Q: In the infrared, at 0.1 eV, the real part of this dielectric function lies more than a thousand below zero. Around 0.7 eV it is a few tens above zero, and in the near ultraviolet it sinks to about twenty below. Why does it change sign twice?

Cubic Be3SbP (Pm-3m, a = 4.212 Å), computed with Ansatz 0.2.0 using PBEsol and plane-wave PAW, scalar-relativistic, without spin polarisation, cutoff 420 eV. The dielectric function is that of independent particles, without local fields or excitons, with an undamped Drude term, a 14×14×14 k mesh, Fermi-Dirac smearing of 0.15 eV and Gaussian broadening of 0.1 eV.

```
photon energy (eV)  dielectric imaginary xx  dielectric real xx
               0.1                     28.8               -1550
               0.3                     24.9                -114
               0.5                     27.7                4.77
               0.7                     42.9                38.9
               0.9                     66.8                34.5
               1.1                     65.8                17.1
               1.3                     60.6                6.72
               1.5                     52.9                0.93
               1.7                     48.8               -3.24
               1.9                     43.5               -8.37
               2.1                     35.6               -14.1
               2.3                     25.4               -10.9
               2.5                     24.2               -4.38
               2.7                     27.8               -2.92
               2.9                     31.7               -7.69
               3.1                     29.0               -14.8
               3.3                     21.0               -19.8
               3.5                     14.4               -17.1
               3.7                     11.2               -15.0
               3.9                     9.13               -13.0
               4.1                     7.46               -11.3
               4.3                     6.66               -9.76
               4.5                     5.34               -8.44
               4.7                     5.31               -6.65
               4.9                     5.52               -6.30
               5.1                     4.90               -5.45
               5.3                     5.28               -4.17
               5.5                     6.41               -4.14
               5.7                     6.81               -5.52
               5.9                     5.48               -6.33
               6.1                     4.38               -5.96
               6.3                     3.74               -5.50
               6.5                     3.32               -5.05
               6.7                     2.98               -4.73
               6.9                     2.66               -4.35
               7.1                     2.37               -3.95
               7.3                     2.33               -3.44
               7.5                     2.48               -3.26
               7.7                     2.40               -3.26
               7.9                     2.21               -3.16
```

A: Two kinds of electronic motion compete. Carriers in partly filled bands move almost freely and push the real part down, most strongly for slow fields. Electrons lifted from one band to another behave like masses on springs, and they can push it up or down. The first sign change is the carriers losing to the springs; the second is the springs themselves changing sides.

Write E for the photon energy, ε₁ for the column "dielectric real xx" and ε₂ for "dielectric imaginary xx", which measures absorption. The crystal is cubic, so one direction stands for all three. The real part is then

ε₁(E) = 1 − P/E² + (interband part)

Here P is the squared plasma energy of the carriers, 16.4 eV² in the same calculation. The middle term is the Drude term, taken without any scattering of the carriers.

Q: How can carriers that give minus a thousand at 0.1 eV be beaten by 0.5 eV?

A: Their term falls with the square of the photon energy. It is −1642 at 0.1 eV but only −66 at 0.5 eV. With that term removed, the real part stays close to 70 from 0.3 to 0.7 eV. The springs supply this plateau, because most of their absorption lies at higher energy and they still follow the field.

The crossing can be estimated from the balance of the two:

P/E² ≈ 70, so E ≈ √(16.4/70) ≈ 0.48 eV

The table changes sign between 0.3 and 0.5 eV, close to the upper end, as the estimate says. Without the springs the carriers would hold the real part negative up to about 4 eV, the square root of P. The crossing isn't a sharp plasma resonance, since ε₂ is near 28 there and would damp such an oscillation heavily.

Q: Above 1.7 eV the real part is negative again, right to the end of the table. Do the carriers come back?

A: No, their term keeps shrinking. It still tips the balance in the row at 1.7 eV, but at 3.3 eV it is only −1.5, while the real part is −19.8. What changes is the phase of the springs. A mass on a spring follows a force that is slower than its own frequency, and moves against a force that is faster.

The Kramers-Kronig relation puts this into numbers. Cut the absorption into strips of width ΔE, each centred on an energy E′. One strip adds to the real part at photon energy E the amount

(2/π) · E′ · ε₂(E′) · ΔE / (E′² − E²)

The denominator carries the whole story: a strip counts as positive below its own energy and as negative above it. Take the row at 0.9 eV, with ΔE = 0.2 eV. Its strip adds about +12 to the real part at 0.4 eV, and about −0.7 at 3.4 eV.

Q: Then the deepest dip should follow the strongest absorption. That is at 0.9 eV, yet the dip is at 3.3 eV.

A: The height of ε₂ is a poor guide to the strength of the springs, because it favours low photon energies. The strip formula contains the product of E′ and ε₂. This product is about 60 eV at the 0.9 eV maximum. Within the first hump it tops out near 83 eV, at 1.7 eV, and it reaches about 92 eV at the lower-looking maximum at 2.9 eV. By that measure the second peak is the higher one, though not by much.

The second reason is a matter of sides. Divide the absorption at 2.4 eV, in the valley between the two humps. At a photon energy of 2.0 eV, the absorption below the cut gives −25 and the absorption above it gives +16, so much of the pull is cancelled. At 3.4 eV each of the two gives −9.4, and they add. The exact parts depend on where in the valley the cut is placed, but the change of side does not.

Q: Can you add up one case completely?

A: Take 3.4 eV, midway between two rows, so that no strip has a vanishing denominator. The two absorption parts come from summing the strips of all rows, and the carriers give −16.4/3.4² = −1.4. Together:

ε₁ ≈ 1 − 9.4 − 9.4 − 1.4 = −19.2

The neighbouring rows, −19.8 and −17.1, have a mean of about −18.5. The sum is thus too deep by some 4 % of that mean. No constant was adjusted to reach it.

Q: Does the sum work as well elsewhere?

A: At 0.8 eV, with the Drude term removed, it gives 68 where the mean of the neighbouring rows is 64. At 7.0 eV it is too negative by about a quarter of the table's value. The sum stops at the last row, and absorption beyond it would still push the real part up there.

The Kramers-Kronig relation follows from causality, and the calculated response obeys it by construction. The agreement therefore shows that the bookkeeping is sound and tells which absorption causes which feature. It is no evidence that a real sample has this absorption spectrum.

Q: The curve isn't smooth on its negative stretch. It dips at 2.1 eV, recovers by 2.7 eV, dips at 3.3 eV, and does something similar near 5.9 eV. Is that noise?

A: The larger swings are the same mechanism at close range. Nearby strips have small denominators and count most. Where ε₂ falls steeply, strong absorption lies just below the photon energy and weak absorption just above, so the negative side wins. Where ε₂ climbs, the positive side wins.

The table bears this out. Between 2.1 and 2.3 eV, ε₂ loses about 10, and the real part has its first dip at the start of that fall. Then ε₂ climbs by 7.5 from 2.5 to 2.9 eV, and the real part has a crest at 2.7 eV. Between 3.1 and 3.3 eV ε₂ loses 8, and the deepest dip follows.

The small peak of ε₂ at 5.7 eV repeats the pattern on a smaller scale. The real part has a weak crest at 5.5 eV, on the rising side, and a dip at 5.9 eV, on the falling side. Once past it, the real part climbs back towards zero, apart from a brief halt between 7.5 and 7.7 eV. By then most of the listed absorption lies far below, and its pull fades roughly as 1/E².

Q: We often fit a Drude formula to optical data to estimate the carrier density. Would that be safe here in the near ultraviolet?

A: It would go badly wrong. Suppose you read the −19.8 at 3.3 eV as pure carrier response. You would find

P = (1 + 19.8) × 3.3² ≈ 230 eV²

instead of 16 eV². At a fixed effective mass, that is some fourteen times too many carriers.

The mistake is easy to make, because a spring driven far above its own frequency behaves like a free electron. The carriers hold only about 7 % of the strength summed up to the last row, and the rest belongs to the springs. If the Drude term is struck out and the absorption kept, the downward sign change merely moves from about 1.5 to 1.8 eV. A negative real part in this range is a sign of strong absorption at lower energy, whatever its origin.

Q: One row at the other end puzzles me. The imaginary part rises again at 0.1 eV. Is that the carriers absorbing?

A: Undamped carriers absorb nothing at a finite photon energy, so this is interband absorption too. The rise is one of a quotient, not of the absorption strength itself. The product of photon energy and ε₂ falls steadily towards low energy, from about 14 eV at 0.5 eV to about 3 eV at 0.1 eV. It falls more slowly than the photon energy itself at the last step, and the quotient turns up.

I would not lean on that row. It supplies a third of the absorption sum that gives the static interband response, which comes out near 110. The smearing of the occupations and the broadening are both at least as large as the photon energy there, and in a metal such low energies can be sensitive to the k mesh. In a real sample, scattering of the carriers would add further absorption in this region.

Q: Would a real crystal be a metal at all? Three Be²⁺ balance one Sb³⁻ and one P³⁻, which looks like a recipe for a semiconductor.

A: That doubt is justified. The calculation finds filled and empty bands overlapping by about 0.6 eV, and the carriers come from this overlap. PBEsol usually places empty bands too low relative to filled ones, so it tends to exaggerate such an overlap. Spin-orbit coupling, which matters for the 5p electrons of antimony, is left out and would shift the bands as well. The atoms are also held in the cubic arrangement, which may not be the stable one, and a distortion could change the overlap. The metallic state is therefore a result of this model and not an established property.

If a gap opened, the infrared end would change completely. The plunge to −1550 would vanish, the electronic part of ε₂ would be zero below the gap, and the real part would start from a finite positive value. The sign change on the far side of the strong absorption could well survive, since it doesn't need carriers. That is my guess, as it depends on how much absorption remains and where it moves.

Q: How would I sketch the curve for another compound before seeing its real part?

A: Start from its absorption spectrum. Multiply ε₂ by the photon energy to see where the strength lies. Draw the real part positive below the main strength and lower above it, negative for a stretch if the absorption is strong, with a crest on each steep rise of ε₂ and a dip on each steep fall. If there are carriers, subtract P/E², which weighs most at the infrared end and reaches further up the larger P is.

Two familiar cases mark the limits. A simple metal such as sodium has weak interband absorption, so its carriers keep the real part negative up to nearly the full plasma energy. A wide-gap insulator has no carriers, and its real part climbs gently from a positive value until absorption sets in. The curve here begins like the metal, borrows the insulator's positive stretch for about one electronvolt, and then shows what any strong absorber does above its absorption.
